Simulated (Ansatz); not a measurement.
InAs: do energies and stresses tell the same story?

The calculation used Ansatz 0.2.0, DFT r2SCAN, scalar-relativistic, plane waves, PAW.

Settings: cutoff 500 eV, Γ-centred mesh 10×10×10 on the computed 2-atom cell, Gaussian smearing of 0.01 eV; no spin polarisation.

Relaxed cell: F-43m, a = 6.108 Å, b = 6.108 Å, c = 6.108 Å, α = 90.00°, β = 90.00°, γ = 90.00°, 2 atoms in the primitive cell.

Energies at zero smearing and pressures from the stress tensor, at volumes with shape and atoms relaxed:
| V (Å³/atom) | E − E(first) (meV/atom) | P (GPa) |
| --- | --- | --- |
| 25.072 | 0.00 | 9.94 |
| 25.927 | -44.37 | 6.79 |
| 26.781 | -73.31 | 4.13 |
| 27.636 | -89.22 | 1.90 |
| 28.491 | -94.15 | 0.01 |
| 29.346 | -89.91 | -1.55 |
| 30.200 | -77.94 | -2.90 |
| 31.340 | -51.94 | -4.36 |

Q: Check P = −dE/dV between neighbouring volumes, and get the bulk modulus from the pressures alone.

A: With 1 eV/Å³ = 160.2 GPa:
```
middle V (Å³/atom)  −ΔE/ΔV (GPa) mean P (GPa)
            25.499         8.317         8.363
            26.354         5.424         5.461
            27.209         2.983         3.015
            28.064         0.925         0.952
            28.918        -0.796        -0.773
            29.773        -2.245        -2.225
            30.770        -3.655        -3.626
```

The two differ by 0.05 GPa at most. The mean of two end pressures misses the average over a step by about ΔV² P″/12, up to 0.04 GPa here; with that taken off 0.00 GPa remains. Around V = 28.491 Å³/atom, the two neighbours give B = −V ΔP/ΔV = 28.491 × 3.45 / 1.709 = 57.5 GPa, against B0 = 57.3 GPa from the Birch–Murnaghan fit of the energies.

Energies and stresses do tell the same story: the small excess of the mean pressures comes from the convex P(V) curve, not from a noticeable basis-set error in the stress. This excess shrinks as the cell expands and the curvature falls, except in the last row, where the volume step is wider.

The pressure climbs faster on compression than it falls on expansion. Shorter In–As bonds bring a steep rise in Pauli repulsion between overlapping closed shells and in the kinetic energy of the valence electrons, while the attractive bonding terms change more gently. The modest bulk modulus fits the long, partly polar sp³ bonds of an open tetrahedral network.

The lattice constant of 6.108 Å is slightly above the measured one, probably because the functional underbinds a little, whereas the stiffness is close to experiment. At 9.94 GPa, InAs is known to have left the zinc-blende structure for a denser one, so the compressed end of the curve describes a metastable branch and says nothing about the transition itself.
